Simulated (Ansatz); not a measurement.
BiW: the change of formation energy with volume per atom

All results are calculated (Ansatz 0.2.0). Plane-wave density functional theory, PAW datasets, Gaussian smearing 0.05 eV: one cell in which all forces lie under 0.002 eV/angstrom; stress (xx yy zz yz xz xy) and pressure positive in compression; site moments are of spin alone; formation energy from the elements run alike, uncorrected.

Cell of the first row (space group F-43m, No. 216):
```
CELL_PARAMETERS angstrom
0.00000 3.10130 3.10130
3.10130 0.00000 3.10130
3.10130 3.10130 0.00000
ATOMIC_POSITIONS crystal
W 0.00000 0.00000 0.00000
Bi 0.25000 0.25000 0.25000
```

Settings of every row: paw set soft_2; functional r2SCAN; spin treatment none; moment partition spheres; spin axis none; wave cutoff 500 eV; k mesh 10x10x10; SCF start atoms; lower state search light; symmetry use detected.

Atom first moment, atom hubbard u: 0 on all atoms.

Limits: formation energy without spin-orbit coupling on heavy elements; the cell comes from a prototype or a list of computed structures and needn't be the stable phase.

| row | volume per atom (Å³) | formation energy (eV per atom) | pressure (GPa) | energy above relaxed cell (meV per atom) |
| --- | --- | --- | --- | --- |
| 1 | 29.828 | 2.3676 | 3.502 | 13.03 |
| 2 | 30.449 | 2.3577 | 1.656 | 3.12 |
| 3 | 31.071 | ? | ? | ? |
| 4 | 31.461 | 2.3558 | -0.950 | 1.2 |
| 5 | 31.692 | 2.3575 | -1.483 | 2.97 |
| 6 | 31.851 | 2.3592 | -1.837 | 4.62 |
| 7 | 32.314 | 2.3659 | -2.814 | 11.39 |
| 8 | 33.246 | 2.3876 | -4.554 | 32.99 |

Question: what formation energy should row 3 give?

Worked fit of formation energy. Take u = (V_r/V)^(2/3) − 1 with V_r = 31.692 Å³ an atom, which is twice the finite (Eulerian) strain; such expansions in the strain, on which the Birch-Murnaghan equation of state is built, carry the rest volume and the bulk modulus. The shown rows have u = 0.04124, 0.02703, 0.00489, 0, -0.00333, -0.01287, -0.03141. Least squares give formation energy = 2.35752 − 0.4384 × u + 16.539 × u² eV per atom; a straight line predicts inner rows, each left out in turn, worse (root mean square 0.0072 against 4.6e-05 eV per atom). The rows lie off it by 0.0000, -0.0001, 0.0000, 0.0000, 0.0000, 0.0000, 0.0000. The withheld row has u = 0.01328, so the fit gives 2.35752 − 0.4384 × (0.01328) + 16.539 × (0.01328)² = 2.3546 eV per atom.

The calculation gave 2.3546 eV per atom. The fit meets it to the printed digit.

The other values of row 3: pressure 0.000 GPa; energy above relaxed cell 0 meV per atom.
